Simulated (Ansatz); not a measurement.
Relative energies of WN2H4O2 isomers

2 of its isomers, all singlets with charge 0: A = `[NH]=[W](=[NH])([OH])[OH]`; B = `[NH2][W]([NH2])(=[O])=[O]`.

Shapes, held fixed at every level: PBE0-D4/def2-TZVP. Flexible molecules stand in one conformer, not always the lowest. Programs: Ansatz 0.2.0.

Electronic energies in kJ/mol, without zero-point or thermal terms.

Question: Which isomer should be the most stable, and roughly by how much?

Answer: B < A in rising energy, over a span of 111 kJ/mol, by CCSD(T)/def2-TZVPP. All levels agree on that. The B − A difference spans -132.3 to -97.9 kJ/mol over the levels. For atoms past krypton def2 sets carry core potentials with scalar relativity. Outer-core shells of W are correlated, in sets that cover them unevenly.

```tsv
level	kind	B − A
HF/def2-TZVPP	Hartree–Fock	-97.9
SPW92/def2-TZVPP	LDA	-114.8
wB97X-V/def2-TZVPP	range-separated hybrid	-120.8
B2PLYP/def2-TZVPP	double hybrid	-122.4
MP2/def2-SVP	perturbation theory	-132.3
CCSD(T)/def2-SVP	coupled cluster or CI	-116.2
CCSD/def2-TZVPP	coupled cluster or CI	-104.7
CCSD(T)/def2-TZVPP	coupled cluster or CI	-110.6
```

The dioxo-diamido isomer B lies well below the diimido-dihydroxo isomer A, by 110.6 kJ/mol with CCSD(T)/def2-TZVPP. Both are formally d0 W(VI) with two multiply bonded ligands, so the gap reflects where the protons sit rather than a change of oxidation state. An imido nitrogen is more basic than a terminal oxo, and moving the protons from oxygen to nitrogen leaves two strong, polar W–O multiple bonds. Donation from the amido lone pairs into empty tungsten d orbitals probably helps as well.

Hartree–Fock already recovers most of the preference, so correlation strengthens it but does not create it. In the smaller basis MP2 overshoots CCSD(T), as is common where metal–ligand π bonding is strongly correlated, while the triples add modestly to the CCSD gap in the larger one. The ordering of these two forms is therefore secure, but the mixed oxo-imido tautomer with one amido and one hydroxo ligand would have to be computed before B could be called the global minimum.
